**Question: Why do my elastic constants fail at the corners of this energy map?**

I have energies of layered K₃I₂Br for a grid of cells. The lattice constant a sets the size within the layers, and c the repeat along the stacking direction. The atoms were relaxed in every cell, and energies are counted from the resting cell in the middle.

K₃I₂Br (six-atom cell, b = a) computed with Ansatz 0.2.0: scalar-relativistic DFT, LDA without dispersion correction, PAW, plane-wave cutoff 420 eV, 6×6×2 k mesh, Gaussian smearing of 0.05 eV, no spin polarisation. The atoms are relaxed inside each fixed cell, and free energies are relative to the relaxed crystal.

| lattice c (Å) | free energy change at lattice a 4.4755 angstrom (meV an atom) | free energy change at lattice a 4.5933 angstrom (meV an atom) | free energy change at lattice a 4.7111 angstrom (meV an atom) | free energy change at lattice a 4.8288 angstrom (meV an atom) | free energy change at lattice a 4.9466 angstrom (meV an atom) |
| --- | --- | --- | --- | --- | --- |
| 10.64 | 82.8 | 41.5 | 17.5 | 7.7 | 9.7 |
| 11.11 | 47.2 | 18.2 | 4.2 | 2.7 | 11.3 |
| 11.57 | 24.4 | 5.7 | 0.0 | 5.1 | 19.2 |
| 12.03 | 13.4 | 3.0 | 4.1 | 14.6 | 32.8 |
| 12.49 | 13.0 | 9.3 | 15.7 | 30.5 | 52.0 |

I treated the crystal as a set of springs. One constant describes a change of a, a second a change of c, and a third couples the two. I took all three from the eight cells around the resting one.

For the corner where both axes are shortest the springs give 65 meV an atom, and for the corner where both are longest they give 65 again. The table has 82.8 and 52.0. Did I get a constant wrong, or does something happen to the crystal out there?

**Answer**

Your constants describe small strains well, and nothing abrupt needs to happen to the crystal. What fails is the assumption that the energy is quadratic in the strain. A quadratic form can't tell a strain from its opposite, so it must give your two corners the same energy, whatever constants you put in. Better constants would move both predictions together and could never separate them.

The numbers also show what kind of term is missing. Compare cells on opposite sides of the resting cell, with both axes shortened or both lengthened, and follow the difference between their energies. At one grid step it is 18.2 − 14.6 = 3.6 meV an atom, and at two steps it is 82.8 − 52.0 = 30.8. Doubling the strain has multiplied the difference by about 8.6, close to the factor of eight expected of a cubic term.

The average of the same two energies behaves quite differently. It grows from 16.4 to 67.4 meV an atom, a factor of 4.1, almost the fourfold growth of a spring. The spring part of the energy is therefore still there at the corners, with a smooth cubic part on top. A sudden change of structure would be unlikely to leave such a regular pattern.

Now look at where the large misses lie. They occur where both axes shrink or both grow, so that the volume changes by 17 to 19 % at the corners. At the other two corners one axis shrinks while the other grows, and the volume stays within 3 % of its resting value. There the energies are only 9.7 and 13.0 meV an atom, and the springs miss them by less than 2 meV. The costly deformation, and the one that departs most from the spring law in absolute terms, is a change of volume.

The reason lies in the forces between ions. K⁺, I⁻ and Br⁻ attract and repel one another through their charges, and the energy of the net attraction varies gently, as one over the distance. What keeps the ions apart is the repulsion of their closed electron shells, which grows almost exponentially as the shells overlap. Squeezing the crystal therefore meets a resistance that rises ever more steeply, while stretching it meets one that rises ever more slowly. A spring constant records the stiffness at rest and keeps it fixed.

A simple ionic model, the Born–Mayer model, puts this into a formula. Your crystal closely follows the rocksalt arrangement. Its layers are the planes of ions stacked along the body diagonal of the rocksalt cube, not weakly bound sheets. For such an arrangement the energy per atom at neighbour distance r is

E(r) = −U·r₀/r + U·(ρ/r₀)·exp[(r₀ − r)/ρ]

Here r₀ is the resting distance, about 3.3 Å, taken from the volume per atom. U is the size of the electrostatic energy per atom in a rocksalt lattice of unit charges at that distance, about 3.8 eV. The factor in front of the exponential makes the force vanish at rest. Only the range ρ of the repulsion remains open.

I took ρ from the four inner cells in which both axes are moved by one step, together with a spring constant for changes of shape. This gives ρ ≈ 0.29 Å. It is an effective value that also absorbs whatever the simple formula leaves out, so it shouldn't be read as a property of the ions. The corners played no part in the fit.

Take the most compressed corner as an example. The volume falls by 17 %, so the neighbour distance shrinks by about 6 %, or 0.20 Å. The attraction then gains 3.8 × (1/0.94 − 1) ≈ 0.24 eV an atom. The repulsion at rest is 3.8 × 0.29/3.3 ≈ 0.33 eV, and it is multiplied by exp(0.20/0.29) ≈ 2, so it costs another 0.33 eV.

The difference is about 0.09 eV. Without rounding, and with the small cost of the change of shape, the model gives 87 meV an atom, 5 % above the computed energy. At the most expanded corner the repulsion is halved instead of doubled, and the model gives 51 meV, 2 % below the computed energy. The springs are 21 % too low at the first corner and 26 % too high at the second. The model exaggerates the asymmetry, with 36 meV between these two corners where the table has 30.8, but its sign and rough size are right. That supports overlap repulsion as the cause, though other laws that stiffen on compression could give a similar curve.

The ionic model has a weak spot of its own. At the two corners where the axes move in opposite directions it gives nearly equal energies, 11.3 and 11.7 meV an atom, instead of 9.7 and 13.0. It still treats a change of shape as a spring. Stretching and squeezing along the stacking axis are not equivalent by symmetry, so a cubic term is allowed there too. The table points that way: the difference between these two directions grows from 0.3 meV an atom at one step to 3.3 at two, roughly as a cubic term would. The printed output below compares both models with the computed energies.

For your own work, compute a strain together with its opposite, unless symmetry makes the two equivalent. The average of the two energies gives the spring constant, because the cubic part cancels and, at modest strains, only a small higher term remains. Half their difference, divided by that average, tells you how far the spring law is off: here about 11 % at one step and 23 % at two. If you had taken the constant from the most compressed corner alone, it would have come out 23 % too stiff against the average at two steps, and from the most expanded corner as much too soft. Pairing strains doesn't cure the functional, though: LDA tends to bind ionic crystals too tightly, so its constants usually come out stiffer than measured ones.

Printed output of the fit:

```
Spring model less computed energy, meV an atom:
    row  a 4.4755  a 4.5933  a 4.7111  a 4.8288  a 4.9466
  10.64     -17.5     -5.95      -0.9      0.75       1.4
  11.11      -7.9    -1.875     -0.05     0.075       0.9
  11.57      -2.8      -0.3         0       0.3       2.4
  12.03      -1.2    -0.225      0.05     1.725       6.5
  12.49      -1.9     -0.85       0.9      5.05      13.3
Spring energy of all four corners without coupling, meV an atom: 38.2
Both axes shrink or grow together, energies in meV an atom:
    row  volume change %  computed  spring  ionic model
  10.64           -16.97      82.8    65.3        87.01
  11.11            -8.74      18.2   16.32        18.82
  11.57                0         0       0   -5.239e-14
  12.03            9.265      14.6   16.32        14.38
  12.49            19.07        52    65.3        50.73
One axis shrinks while the other grows, energies in meV an atom:
    row  volume change %  computed  spring  ionic model
  10.64             1.43       9.7    11.1        11.33
  11.11             0.86       2.7   2.775        2.831
  11.57                0         0       0   -5.239e-14
  12.03           -1.135         3   2.775        2.871
  12.49            -2.53        13    11.1        11.65
Repulsion range from the inner cells, angstrom: 0.2881
Shrinking less growing at one step, meV an atom: 3.6
Shrinking less growing at two steps, meV an atom: 30.8
Growth of this difference when the strain doubles, ratio: 8.556
Half-sum of shrinking and growing at one step, meV an atom: 16.4
Half-sum of shrinking and growing at two steps, meV an atom: 67.4
Growth of the half-sum when the strain doubles, ratio: 4.11
Spring model error in % of the computed energy:
    row  axes together  axes opposed
  10.64         -21.14         14.43
  11.11          -10.3         2.778
  12.03          11.82          -7.5
  12.49          25.58        -14.62
```
